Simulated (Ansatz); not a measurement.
Sr: energy less free atoms and pressure against volume scale

Results calculated with Ansatz 0.2.0, not measured. Periodic Kohn-Sham DFT of a crystal at fixed atoms, scaled to volume_scale times the given cell; pressure positive in compression, energy less spherical unpolarised free atoms, largest_vzz the field gradient of largest size among the nuclei.

The cell before it is scaled or strained (space group Fm-3m, No. 225):
```
Sr
1.0
      0.0000     3.0423     3.0423
      3.0423     0.0000     3.0423
      3.0423     3.0423     0.0000
Sr
1
Direct
  0.00000 0.00000 0.00000
```

Settings of every row: method all-electron LAPW; functional LDA; relativity scalar; k mesh 10x10x10; filling fermi-dirac; smearing width 0.08 eV; basis error target 0.5 meV/atom; nucleus gaussian.

Atom start moment: 0 on all atoms.

| row | volume scale | V (Å³/atom) | energy less free atoms (eV/atom) | pressure (GPa) |
| --- | --- | --- | --- | --- |
| 1 | 0.94 | 52.938 | -1.8836 | -0.992 |
| 2 | 0.96 | 54.069 | -1.8759 | -1.198 |
| 3 | 0.98 | 55.196 | -1.8668 | -1.385 |
| 4 | 0.99 | 55.753 | -1.8618 | -1.472 |
| 5 | 1 | 56.319 | -1.8564 | -1.554 |
| 6 | 1.01 | 56.88 | -1.8508 | -1.633 |
| 7 | 1.02 | 57.443 | -1.845 | -1.707 |
| 8 | 1.04 | 58.569 | ? | ? |
| 9 | 1.06 | 59.701 | -1.819 | -1.972 |

Question: what energy less free atoms and pressure should row 8 give?

Worked fit of energy less free atoms. Take u = (V_r/V)^(2/3) − 1 with V_r = 56.036 Å³ an atom, which is twice the finite (Eulerian) strain; such expansions in the strain, on which the Birch-Murnaghan equation of state is built, carry the rest volume and the bulk modulus. The shown rows have u = 0.03864, 0.02411, 0.01012, 0.00338, -0.00335, -0.00992, -0.0164, -0.04136. Least squares give energy less free atoms = −1.85915 − 0.7961 × u + 4.222 × u² eV/atom; a straight line predicts inner rows, each left out in turn, worse (root mean square 0.002 against 3.7e-05 eV/atom). All shown rows lie on it to the printed digit. The withheld row has u = -0.02904, so the fit gives −1.85915 − 0.7961 × (-0.02904) + 4.222 × (-0.02904)² = -1.8325 eV/atom.

The calculation gave -1.8325 eV/atom. The fit meets it to the printed digit.

Worked fit of pressure. Take u = (V_r/V)^(2/3) − 1 with V_r = 56.036 Å³ an atom, which is twice the finite (Eulerian) strain; such expansions in the strain, on which the Birch-Murnaghan equation of state is built, carry the rest volume and the bulk modulus. The shown rows have u = 0.03864, 0.02411, 0.01012, 0.00338, -0.00335, -0.00992, -0.0164, -0.04136. Least squares give pressure = −1.5132 + 12.334 × u + 30.04 × u² GPa; a straight line predicts inner rows, each left out in turn, worse (root mean square 0.015 against 0.00059 GPa). The rows lie off it by 0.000, 0.000, 0.000, -0.001, 0.000, 0.000, 0.000, 0.000. The withheld row has u = -0.02904, so the fit gives −1.5132 + 12.334 × (-0.02904) + 30.04 × (-0.02904)² = -1.846 GPa.

The calculation gave -1.846 GPa. The fit meets it to the printed digit.
